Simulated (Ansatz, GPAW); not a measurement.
One calculation of Al3Pd, 3 ways

```
CELL_PARAMETERS angstrom
3.94691 0.00000 0.00000
0.00000 3.94691 0.00000
0.00000 0.00000 3.94691
ATOMIC_POSITIONS crystal
Pd 0.00000 0.00000 0.00000
Al 0.50000 0.50000 0.00000
Al 0.50000 0.00000 0.50000
Al 0.00000 0.50000 0.50000
```

The cell comes from a database or a generator and needn't be the stable form of this composition.

Alike in all runs: task band structure; functional PBEsol; k mesh 7 × 7 × 7; occupations fermi-dirac, width 0.05 eV; no spin polarisation; no spin-orbit coupling. Pressure is positive in compression and, in plane waves, holds the error of the finite cutoff, which Ansatz's Pulay term estimates and takes out.

| program and potentials | plane-wave cutoff (eV) | notes | band gap (eV) | pressure (GPa) |
| --- | --- | --- | --- | --- |
| Ansatz, PAW datasets made for the crystal | 260 | 4.75 valence electrons an atom on average | no gap | -1.89 |
| Ansatz, all-electron LAPW, scalar-relativistic | - | - | no gap | -1.88 |
| GPAW, PAW data sets generated for this functional | 600 | 6.25 valence electrons an atom on average | no gap | -1.50 |

None finds a gap. The pressure spans -1.89 (Ansatz, PAW datasets made for the crystal) to -1.50 GPa (GPAW, PAW data sets generated for this functional), with all-electron results at -1.88.

Differences between rows come from potentials, basis sets and numerical settings, since the functional is the same but for its coding. Runs on potential files found faulty are left out.

All three calculations describe a metal, as expected for an aluminium-rich intermetallic. Broad Al s-p states mix with the largely filled Pd 4d shell and carry the bands across the Fermi level. The primitive cell also holds an odd number of electrons, so with spin-paired bands a gap is ruled out by counting alone, and agreement on this point hardly tests the potentials.

The pressure is more telling. Its negative sign in every row means that the cell is stretched relative to the PBEsol equilibrium and would contract if relaxed. This suggests a lattice constant taken from a functional that binds less tightly, such as PBE. The Ansatz PAW result nearly coincides with the all-electron one although it treats fewer electrons as valence, so the smaller valence space does no visible harm to the pressure at this volume; the GPAW offset probably reflects dataset construction or residual basis error. Without a bulk modulus, the pressures don't fix how far the lattice would shrink.
